Neutral spherical jellium clusters of N electrons (uniform background of radius rs N^(1/3), rs = 4.22 bohr), computed with radks and Libxc using non-relativistic spin-polarised r2SCAN and spherically averaged densities. Levels are numbered from 1 within each l; their greedy filling can miss a lower state. The second difference is E(N+1) + E(N−1) − 2E(N) in total energies.

```
electrons  energy per electron (eV)  unpaired electrons  highest level  second energy difference (eV)
        1                   -1.3463                   1          1s up                            n/a
        2                   -1.7142                   0          1s up                         1.0118
        3                   -1.4996                   1          1p up                       -0.28666
        4                   -1.4639                   0          1p up                       -0.62542
        5                   -1.5676                   1        1p down                      -0.071652
        6                   -1.6487                   0          1p up                            n/a
```

Here N is the number of electrons, E(N) the total energy (N times the energy per electron), M the number of unpaired electrons, and the last column is

D(N) = E(N+1) + E(N−1) − 2E(N).

A positive D means that two clusters of size N lie below one larger and one smaller cluster. In this r2SCAN jellium series D is +1.01 eV at N = 2, negative at N = 3 to 5, and lowest at N = 4. Three explanations offer themselves: charging, pairing, and shell filling together with exchange.

N = 1 to 3. The second electron lowers the energy by 2.08 eV, the third by only 1.07 eV, and the difference is the peak at N = 2. It is tempting to read it as a charging energy e²/R, with R = rs N^(1/3) the radius of the background and rs the Wigner-Seitz radius, since that is how a second difference behaves when electrons are added to a fixed island. The formula gives 5.1 eV at N = 2, five times the tabulated value, and about 4 eV for the three rows where D is negative. It fails because these clusters are all neutral: each electron arrives with its own unit of background charge. A smooth volume-plus-surface energy does no better, as its curvature stays below 0.05 eV in size.

The level column points to the standard cause. At N = 2 the 1s shell is full, and the third electron must enter 1p, which in the N = 4 run lies g4 = 1.70 eV above 1s. This row also has M = 0, so it cannot by itself tell shell closure from pairing.

N = 3 to 5. The pairing rule says that M = 0 marks stability, so even N should peak. N = 4 has M = 0 and the lowest D of the table, 0.45 eV below the mean of its neighbours' values. A constant plus an even-odd term, fitted to the four values, misses N = 2 and N = 4 by 0.82 eV each, in opposite directions. At N = 4 zero spin is no closed shell: two electrons of opposite spin are spread evenly over the three 1p orbitals.

Two additive terms describe this stretch. First, each electron beyond the second pays the 1s-1p spacing, taken to shrink as the cluster grows (an assumption not checked here, as levels are at hand only for N = 4):

E_shell = (N − 2) g4 (4/N)^p for N ≥ 2,

with p = 2/3 for a box (levels ∝ 1/R²) and p = 1/3 as a softer scaling. This puts a kink at N = 2 and makes each further 1p electron cheaper than the last, which pushes D negative inside the shell. An eigenvalue spacing is only a stand-in for a total-energy cost, so p is an effective exponent, and the shrinking spacing need not be the whole source of this curvature. Second, exchange favours parallel spins. In a uniform gas with polarisation ζ = M/N the exchange energy per electron, −2.95 eV at this density, is multiplied by

[(1+ζ)^(4/3) + (1−ζ)^(4/3)]/2 ≈ 1 + (2/9)ζ²,

so that

E_spin = −c M²/N, c = (2/9)(2.95 eV) ≈ 0.66 eV.

With M alternating between 1 and 0, odd N are lowered and even N are not, which is the reverse of pairing. The label 1p down at N = 5 fits this: with two 1p electrons up and one down, the minority level is the higher one.

For N = 4 and p = 2/3, nothing being fitted (though g4 comes from this run), the shell energies at N = 3, 4, 5 are 1.70 × (4/3)^(2/3) = 2.06, 2 × 1.70 = 3.40 and 3 × 1.70 × (4/5)^(2/3) = 4.39 eV. The shell part is 2.06 + 4.39 − 6.80 = −0.35 eV, the spin part is −0.66 × (1/3 + 1/5) = −0.35 eV, and the sum of −0.70 eV lies 0.07 eV below the tabulated −0.63 eV. At N = 2 the spin term acts through the polarised neighbours and lowers the peak, in the model by 0.88 eV from a kink of about 2 eV. Both figures are too large: with the c of 0.42 eV that matches the alternation, spin removes about 0.56 eV and the spin-free kink is near 1.6 eV. Spin thus explains only part of why the peak falls short of the level spacing.

The comparison for all four values is printed after this text. The shell term alone, its size fitted, misses N = 4 by about 0.5 eV for either p, so a second ingredient is required. The unfitted sum has an rms error of 0.11 eV for p = 2/3 and 0.22 eV for p = 1/3, against 0.58 eV for pairing and over 4 eV for charging. Part of that closeness is cancellation: at N = 2 and 3 the two terms have opposite signs, and a fit lowers both g4 and c. It gives the wrong sign at N = 5 for both exponents and at N = 3 for p = 1/3. The better exponent was picked by its result, and the N = 4 levels, with a 1d-1p to 1p-1s spacing ratio of 1.09, look more like an oscillator (1.00) than a hard wall (1.26). Fitting g4 and c to the four values improves the match, but the two constants trade against each other and carry no separate meaning. The numbers thus exclude charging and pairing; that the alternation is exchange is argued from its sign and size, on three rows, with a uniform-gas c that ignores correlation and overshoots the alternation by a factor of 1.6.

N = 4 to 6. Hund's rule gives M = 2, 3, 2 for 1p², 1p³ and 1p⁴, whereas the runs have 0, 1, 0, so these are very likely not the lowest states of the spherical model. The place of the dip therefore belongs to this low-spin series: the rough high-spin shifts printed after this text, −0.4 eV for D(3) and +0.2 eV for D(4), would move the minimum to N = 3 and still leave D(4) negative. The spin term suggests, as an untested guess, that high spin would lower these energies by some tenths of an eV and could raise a half-filled-shell peak at N = 5. Continued at low spin, the model expects even N inside the shell to dip by less as M²/N shrinks, and the next shell-closure peak when 1p fills at N = 8. Pairing fails here under enforced spherical symmetry; real metal clusters can deform, split 1p and so favour even N, which these runs forbid.

Output of the analysis:

```
All energies in eV
E(N), N=1..6:  -1.346  -3.428  -4.499  -5.856  -7.838  -9.892
E(N)-E(N-1), N=2..6:  -2.082  -1.070  -1.357  -1.982  -2.054
table D, N=2..5:  +1.012  -0.287  -0.625  -0.072
D rebuilt from energies: max deviation 0.0003, rounding limit 0.0010
alternation D4-(D3+D5)/2 = -0.446 (pairing needs > 0); mean of D3, D5 -0.179
A charging e^2/R, no fit, D:  +5.118  +4.471  +4.062  +3.771
   residual:  +4.106  +4.758  +4.688  +3.843 rms 4.366, worst N=3
B fit a+b(-1)^N: a +0.007 b +0.186
B pairing D:  +0.193  -0.179  +0.193  -0.179
   residual:  -0.819  +0.108  +0.819  -0.108 rms 0.584, worst N=2
smooth aN+bN^(2/3) fit to E: a -1.859 b +0.464, its D:  -0.044  -0.025  -0.017  -0.012
N=4 levels: 1p-1s 1.699, 1d-1p 1.854, ratio 1.09
ratio for oscillator 1.00, hard wall 1.26; hard-wall 1p-1s at R(4)=6.70 bohr: 3.13
uniform-gas exchange -2.954 per electron (N=4 run, xc: -3.187); c0 = 0.657
spin part of D with c0:  -0.875  +0.438  -0.350  +0.263
its alternation -0.700 = 1.57 x table; c matching the table 0.418
-- p=1/3 shell part with g4 = 1.699:  +1.870  -0.342  -0.194  -0.128
shell only, g4 fitted 0.982, D:  +1.081  -0.198  -0.112  -0.074
   residual:  +0.069  +0.089  +0.513  -0.003 rms 0.263, worst N=4
C no fit (g4, c0), D:  +0.994  +0.096  -0.544  +0.134
   residual:  -0.017  +0.382  +0.081  +0.206 rms 0.221, worst N=3
C fitted g4 1.508 c 0.425, D:  +1.093  -0.020  -0.399  +0.056
   residual:  +0.081  +0.266  +0.226  +0.128 rms 0.190, worst N=3
   overlap of shell and spin patterns -0.85
-- p=2/3 shell part with g4 = 1.699:  +2.058  -0.718  -0.345  -0.201
shell only, g4 fitted 0.871, D:  +1.055  -0.368  -0.177  -0.103
   residual:  +0.044  -0.082  +0.448  -0.031 rms 0.229, worst N=4
C no fit (g4, c0), D:  +1.183  -0.281  -0.695  +0.062
   residual:  +0.171  +0.006  -0.070  +0.134 rms 0.114, worst N=2
C fitted g4 1.444 c 0.531, D:  +1.042  -0.257  -0.577  +0.042
   residual:  +0.030  +0.030  +0.049  +0.114 rms 0.065, worst N=5
   overlap of shell and spin patterns -0.86
untested rough high-spin shift of E4..E6: -0.4 -0.7 -0.3
   rough shift of D2..D5: +0.0 -0.4 +0.2 +0.6
```
